**Parts of the M3 binding energy of 5d dications: scaling with Z and prediction of Au2+ and Hg2+**

The table holds the $3p_{3/2}$ binding energy of free ions from Lu2+ to Hg2+, split into Koopmans value, relaxation, Gaunt, retardation and self-energy, from configuration-averaged Dirac-Fock ΔSCF with Breit and QED terms and no correlation. The program compares a quadratic in $Z$, a Moseley line and a power law for the Koopmans value on Hf2+ to Pt2+, fits local exponents for the small terms, and measures the offset of Lu2+ (6s¹) from the 5d trend. The Koopmans second difference is 2.04 eV against 3.02 eV for fixed hydrogenic screening, the exponents are 3.79 (Gaunt), 3.78 (retardation) and 5.86 (self-energy), and the Lu2+ offset of about 3 eV recurs for L3 and M5. Polynomial extrapolations with bars from a back-test, a change of degree and rounding predict the two withheld rows. Eleven of twelve predictions fall inside their bars, the Gaunt term of Hg2+ misses by 1.47 bars, and the Moseley line and power law miss the Koopmans value of Hg2+ by about 3 eV.

Binding energies of an M3 electron in free 5d dications, and their parts, from Radial Dirac-Fock and Kohn-Sham solver 2: Dirac-Fock ΔSCF, average of configuration, finite nucleus, no correlation. Energies are from the vacuum level; the binding energy also includes the frequency dependence of the first-order Breit term and vacuum polarisation, which have no columns.

## Program and output

```python
# Table: parts (eV) of the M3 (3p3/2) binding energy of free 5d dications; radial Dirac-Fock solver,
# configuration average, Delta-SCF, Breit and QED, no correlation. Tested: screened hydrogenic,
# Moseley and power-law forms, Z scaling of Breit and self-energy, predictions for withheld rows.
T = {
    'ion': ['Lu2+', 'Hf2+', 'Ta2+', 'W2+', 'Re2+', 'Os2+', 'Ir2+', 'Pt2+', 'Au2+', 'Hg2+'],
    'Z': [71, 72, 73, 74, 75, 76, 77, 78, 79, 80],
    'N': [69, 70, 71, 72, 73, 74, 75, 76, 77, 78],
    'configuration': ['[Xe] 4f14 6s1', '[Xe] 4f14 5d2', '[Xe] 4f14 5d3', '[Xe] 4f14 5d4', '[Xe] 4f14 5d5', '[Xe] 4f14 5d6', '[Xe] 4f14 5d7', '[Xe] 4f14 5d8', '[Xe] 4f14 5d9', '[Xe] 4f14 5d10'],
    'nuclear_rms_radius': [5.37, 5.347, 5.351, 5.366, 5.37, 5.413, 5.403, 5.427, 5.437, 5.465],  # fm
    'binding': [2054.8, 2135.6, 2221.6, 2309.8, 2399.9, 2492.1, 2586.3, 2682.4, 2780.5, 2880.5],  # eV
    'koopmans': [2087.9, 2169.4, 2255.8, 2344.3, 2434.9, 2527.6, 2622.2, 2718.8, 2817.5, 2918.1],  # eV
    'relaxation': [-29.034, -29.499, -29.598, -29.734, -29.9, -30.09, -30.3, -30.528, -30.77, -31.024],  # eV
    'gaunt': [-4.8655, -5.1285, -5.4002, -5.6844, -5.9808, -6.2896, -6.6108, -6.9445, -7.2908, -7.65],  # eV
    'retardation': [0.79114, 0.83328, 0.87733, 0.92337, 0.97139, 1.0214, 1.0734, 1.1274, 1.1835, 1.2416],  # eV
    'self_energy': [-0.30283, -0.33765, -0.36587, -0.39618, -0.42862, -0.46326, -0.50014, -0.53937, -0.58102, -0.62521],  # eV
}
HELD = [8, 9]  # rows withheld from the fit
import numpy as np
from scipy.constants import physical_constants as pc
Ry = pc['Rydberg constant times hc in eV'][0]
ion = T['ion']; Z = np.array(T['Z'], float); x = Z - 75
cols = ['binding', 'koopmans', 'relaxation', 'gaunt', 'retardation', 'self_energy']
Y = {c: np.array(T[c], float) for c in cols}
half = dict(zip(cols, [0.05, 0.05, 5e-4, 5e-5, 5e-5, 5e-6]))  # half of the last printed digit
deg = dict(zip(cols, [2, 2, 3, 2, 2, 3]))
dec = dict(zip(cols, [2, 2, 3, 4, 4, 5]))
known = [i for i in range(len(Z)) if i not in HELD]
fit = [i for i in known if '6s' not in T['configuration'][i]]  # 5d^n rows only
lu = [i for i in known if i not in fit][0]
K, B = Y['koopmans'], Y['binding']
left = B - sum(Y[c] for c in cols[1:]); ratio = -Y['retardation'] / Y['gaunt']
zeff = 3 * np.sqrt(K / Ry)
pf = lambda c, rows, d, at: np.polyval(np.polyfit(x[rows], Y[c][rows], d), at)
def row(i):
    s = f"{K[i]-K[i-1]:.1f} | {B[i]-B[i-1]:.1f} | {Y['relaxation'][i]-Y['relaxation'][i-1]:+.3f}" if i else "- | - | -"
    print(f"{ion[i]} | {zeff[i]:.2f} | {s} | {left[i]:.2f} | {ratio[i]:.4f}")
print("ion | Zeff=3 sqrt(K/Ry) | step Koopmans | step binding | step relaxation | binding less parts (eV, rounding 0.1) | retard/|Gaunt|")
for i in known: row(i)
for a in (lu, fit[0]):
    print(f"change {ion[a]} to {ion[fit[-1]]} (eV): " + ", ".join(f"{c} {Y[c][fit[-1]]-Y[c][a]:+.2f}" for c in cols))
print(f"share of binding at {ion[fit[-1]]} (%): " + ", ".join(f"{c} {100*Y[c][fit[-1]]/B[fit[-1]]:+.3f}" for c in cols[1:]))
q = np.polyfit(x[fit], K[fit], 2); m = np.polyfit(Z[fit], zeff[fit], 1); p = np.polyfit(np.log(Z[fit]), np.log(K[fit]), 1)
print(f"Koopmans second difference {2*q[0]:.2f} eV, fixed screening 2Ry/9 = {2*Ry/9:.2f} eV; slope at Z=75 {q[1]:.1f} eV")
mods = {"quadratic": np.polyval(q, x), f"Moseley line, Zeff slope {m[0]:.3f}": Ry * np.polyval(m, Z)**2 / 9,
        f"power law Z^{p[0]:.2f}": np.exp(np.polyval(p, np.log(Z)))}
print("Koopmans models on the 5d^n rows, table less model (eV), rounding 0.05 eV:")
for n, f in mods.items():
    r = K[fit] - f[fit]; w = int(np.argmax(abs(r)))
    print(f"  {n}: rms {np.sqrt(np.mean(r**2)):.2f}, worst {ion[fit[w]]} {r[w]:+.2f}")
ex = {}
for c in cols[3:]:
    g = np.polyfit(np.log(Z[fit]), np.log(abs(Y[c][fit])), 1); ex[c] = g[0]
    e = 100 * max(abs(np.exp(np.polyval(g, np.log(Z[fit]))) / abs(Y[c][fit]) - 1))
    print(f"{c}: local power Z^{g[0]:.2f}, worst error {e:.2f} %")
print(f"screening s that turns Z^3 into the Gaunt exponent at Z=75: {75*(1-3/ex['gaunt']):.0f}")
print(f"{ion[lu]} less 5d^n trend (eV): " + ", ".join(f"{c} {Y[c][lu]-pf(c, fit, deg[c], x[lu]):+.{dec[c]}f}" for c in cols))
# Koopmans values of other holes from the same runs, Lu to Os (eV)
oth = {'L3': [9348.2, 9662.1, 9984.7, 10313.1, 10647.3, 10987.2],
       'M5': [1648.8, 1718.1, 1792.1, 1868.0, 1945.6, 2025.0], 'M3': list(K[:6])}
off = {h: v[0] - np.polyval(np.polyfit(x[1:6], v[1:], 2), x[0]) for h, v in oth.items()}
print("Lu2+ Koopmans offset from quadratic on Hf to Os (eV): " + ", ".join(f"{h} {o:+.2f}" for h, o in off.items()))
fr = 2.35905 / 6.13246  # same run, Pt L3: frequency-dependent Breit over retardation
print(f"Pt L3 frequency Breit/retardation {fr:.2f}; times M3 retardation {fr*Y['retardation'][fit[-1]]:.2f} eV; leftover {left[fit[-1]]:.2f} eV")
assert np.all(np.diff(K[known], 2) > 0) and 0 < 2 * q[0] < 2 * Ry / 9
assert all(2 < o < 4 for o in off.values())
assert 3 < ex['gaunt'] < 4.5 and ex['self_energy'] > 4
assert np.all(left[known] > 0.1) and np.all(left[known] < 1)
print("withheld rows (eV): part, degree | back-test miss | predicted +- bar | computed | miss | miss/bar")
for c in cols:
    d, n = deg[c], dec[c]
    for i in sorted(HELD):
        j = fit[-3 + int(Z[i] - Z[fit[-1]])]
        bt = Y[c][j] - pf(c, fit[:-2], d, x[j])
        pr = pf(c, fit, d, x[i])
        wts = np.vander([x[i]], d + 1) @ np.linalg.pinv(np.vander(x[fit], d + 1))
        bar = max(abs(bt), abs(pf(c, fit, d + 1, x[i]) - pr)) + half[c] * (abs(wts).sum() + 1)
        print(f"{ion[i]} {c}, {d} | {bt:+.{n}f} | {pr:.{n}f} +- {bar:.{n}f} | {Y[c][i]:.{n}f} | {Y[c][i]-pr:+.{n}f} | {(Y[c][i]-pr)/bar:+.2f}")
print("withheld rows, same columns as the first block:")
for i in sorted(HELD): row(i)
for n, f in mods.items():
    print(f"Koopmans miss of {n} (eV): " + ", ".join(f"{ion[i]} {K[i]-f[i]:+.2f}" for i in sorted(HELD)))
```

Running it gives:

```
ion | Zeff=3 sqrt(K/Ry) | step Koopmans | step binding | step relaxation | binding less parts (eV, rounding 0.1) | retard/|Gaunt|
Lu2+ | 37.16 | - | - | - | 0.31 | 0.1626
Hf2+ | 37.88 | 81.5 | 80.8 | -0.465 | 0.33 | 0.1625
Ta2+ | 38.63 | 86.4 | 86.0 | -0.099 | 0.29 | 0.1625
W2+ | 39.38 | 88.5 | 88.2 | -0.136 | 0.39 | 0.1624
Re2+ | 40.13 | 90.6 | 90.1 | -0.166 | 0.34 | 0.1624
Os2+ | 40.89 | 92.7 | 92.2 | -0.190 | 0.32 | 0.1624
Ir2+ | 41.65 | 94.6 | 94.2 | -0.210 | 0.44 | 0.1624
Pt2+ | 42.41 | 96.6 | 96.1 | -0.228 | 0.48 | 0.1623
change Lu2+ to Pt2+ (eV): binding +627.60, koopmans +630.90, relaxation -1.49, gaunt -2.08, retardation +0.34, self_energy -0.24
change Hf2+ to Pt2+ (eV): binding +546.80, koopmans +549.40, relaxation -1.03, gaunt -1.82, retardation +0.29, self_energy -0.20
share of binding at Pt2+ (%): koopmans +101.357, relaxation -1.138, gaunt -0.259, retardation +0.042, self_energy -0.020
Koopmans second difference 2.04 eV, fixed screening 2Ry/9 = 3.02 eV; slope at Z=75 91.6 eV
Koopmans models on the 5d^n rows, table less model (eV), rounding 0.05 eV:
  quadratic: rms 0.05, worst Os2+ +0.08
  Moseley line, Zeff slope 0.755: rms 0.55, worst Hf2+ +0.82
  power law Z^2.82: rms 0.32, worst Pt2+ -0.56
gaunt: local power Z^3.79, worst error 0.05 %
retardation: local power Z^3.78, worst error 0.05 %
self_energy: local power Z^5.86, worst error 0.03 %
screening s that turns Z^3 into the Gaunt exponent at Z=75: 16
Lu2+ less 5d^n trend (eV): binding +3.33, koopmans +2.99, relaxation +0.404, gaunt +0.0037, retardation -0.0001, self_energy +0.00860
Lu2+ Koopmans offset from quadratic on Hf to Os (eV): L3 +2.96, M5 +2.98, M3 +2.80
Pt L3 frequency Breit/retardation 0.38; times M3 retardation 0.43 eV; leftover 0.48 eV
withheld rows (eV): part, degree | back-test miss | predicted +- bar | computed | miss | miss/bar
Au2+ binding, 2 | -0.04 | 2780.64 +- 0.41 | 2780.50 | -0.14 | -0.34
Hg2+ binding, 2 | -0.22 | 2880.86 +- 0.83 | 2880.50 | -0.36 | -0.44
Au2+ koopmans, 2 | -0.20 | 2817.57 +- 0.51 | 2817.50 | -0.07 | -0.14
Hg2+ koopmans, 2 | -0.50 | 2918.34 +- 1.08 | 2918.10 | -0.24 | -0.22
Au2+ relaxation, 3 | -0.003 | -30.765 +- 0.012 | -30.770 | -0.005 | -0.41
Hg2+ relaxation, 3 | -0.013 | -31.009 +- 0.037 | -31.024 | -0.015 | -0.42
Au2+ gaunt, 2 | -0.0001 | -7.2904 +- 0.0004 | -7.2908 | -0.0004 | -0.90
Hg2+ gaunt, 2 | -0.0003 | -7.6488 +- 0.0008 | -7.6500 | -0.0012 | -1.47
Au2+ retardation, 2 | +0.0000 | 1.1834 +- 0.0002 | 1.1835 | +0.0001 | +0.53
Hg2+ retardation, 2 | +0.0000 | 1.2413 +- 0.0004 | 1.2416 | +0.0003 | +0.68
Au2+ self_energy, 3 | +0.00001 | -0.58097 +- 0.00010 | -0.58102 | -0.00005 | -0.54
Hg2+ self_energy, 3 | -0.00003 | -0.62501 +- 0.00031 | -0.62521 | -0.00020 | -0.65
withheld rows, same columns as the first block:
Au2+ | 43.17 | 98.7 | 98.1 | -0.242 | 0.46 | 0.1623
Hg2+ | 43.94 | 100.6 | 100.0 | -0.254 | 0.46 | 0.1623
Koopmans miss of quadratic (eV): Au2+ -0.07, Hg2+ -0.24
Koopmans miss of Moseley line, Zeff slope 0.755 (eV): Au2+ +1.88, Hg2+ +3.16
Koopmans miss of power law Z^2.82 (eV): Au2+ -1.36, Hg2+ -2.58
```
